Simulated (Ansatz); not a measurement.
A series in volume scale on Ga

All results are calculated (Ansatz 0.2.0). Periodic Kohn-Sham DFT of a crystal at fixed atoms, scaled to volume_scale times the given cell; pressure positive in compression, energy less spherical unpolarised free atoms, largest_vzz the field gradient of largest size among the nuclei.

The cell before it is scaled or strained (space group I4/mmm, No. 139):
```
cell vectors (Å)
  -1.4040     1.4040     2.2290
   1.4040    -1.4040     2.2290
   1.4040     1.4040    -2.2290
atoms (fractions of the cell vectors)
Ga  0.00000  0.00000  0.00000
```

Settings of every row: method frozen-core PAW; functional PBEsol; relativity scalar; k mesh 16x16x16; filling fermi-dirac; smearing width 0.03 eV; wave cutoff 420 eV; paw set soft_2.

Atom start moment: 0 on all atoms.

Limits: PAW files made with PBE; no gap: field gradients move with the k mesh.

```
row  volume scale  V (Å³/atom)  pressure (GPa)  largest V_zz (1e21 V/m^2)
  1          0.94       16.521               ?                          ?
  2          0.96       16.872           3.418                      2.393
  3          0.98       17.224            1.95                      2.293
  4          0.99         17.4           1.264                      2.245
  5             1       17.575           0.609                      2.213
  6          1.01       17.751          -0.016                      2.154
  7          1.02       17.927          -0.609                      2.124
  8          1.04       18.278          -1.704                      2.058
  9          1.06        18.63          -2.682                      2.001
```

Question: what pressure and largest V_zz should row 1 give?

Worked fit of pressure. Take u = (V_r/V)^(2/3) − 1 with V_r = 17.663 Å³ an atom, which is twice the finite (Eulerian) strain; such expansions in the strain, on which the Birch-Murnaghan equation of state is built, carry the rest volume and the bulk modulus. The shown rows have u = 0.03102, 0.01692, 0.01005, 0.00334, -0.00331, -0.00984, -0.02256, -0.03491. Least squares give pressure = 0.2936 + 94.14 × u + 232.52 × u² − 650 × u³ GPa; a parabola predicts inner rows, each left out in turn, worse (root mean square 0.006 against 0.0014 GPa). The rows lie off it by 0.000, 0.000, 0.001, -0.002, -0.001, 0.001, 0.000, 0.000. The pressure vanishes at u = -0.0031, or V = 17.75 Å³ an atom, and there the bulk modulus at fixed shape and fractions is B = −V dP/dV = (2/3)(1 + u) dP/du = 61.6 GPa. Letting shape and atoms relax would as a rule lower it, by much in layered, chain or molecular crystals. The withheld row has u = 0.04557, so the fit gives 0.2936 + 94.14 × (0.04557) + 232.52 × (0.04557)² − 650 × (0.04557)³ = 5.005 GPa.

The calculation gave 5.061 GPa. The fit lies 0.056 GPa (1.1 % of the value, 0.72 % of the column's range) below it; its largest miss of a shown row is 0.002 GPa. This row lies beyond the range of the fit.

Worked fit of largest V_zz. Take t = volume scale − 1. The shown rows have t = -0.04, -0.02, -0.01, 0, 0.01, 0.02, 0.04, 0.06. Least squares give largest V_zz = 2.2031 − 4.209 × t + 13.94 × t² 1e21 V/m^2; a straight line predicts inner rows, each left out in turn, worse (root mean square 0.012 against 0.007 1e21 V/m^2). The rows lie off it by -0.001, 0.000, -0.002, 0.010, -0.008, 0.000, 0.001, 0.000 (root mean square 0.0046 1e21 V/m^2). The withheld row has t = -0.06, so the fit gives 2.2031 − 4.209 × (-0.06) + 13.94 × (-0.06)² = 2.506 1e21 V/m^2.

The calculation gave 2.491 1e21 V/m^2. The fit lies 0.015 1e21 V/m^2 (3.1 % of the column's range) above it; its largest miss of a shown row is 0.010 1e21 V/m^2. This row lies beyond the range of the fit.
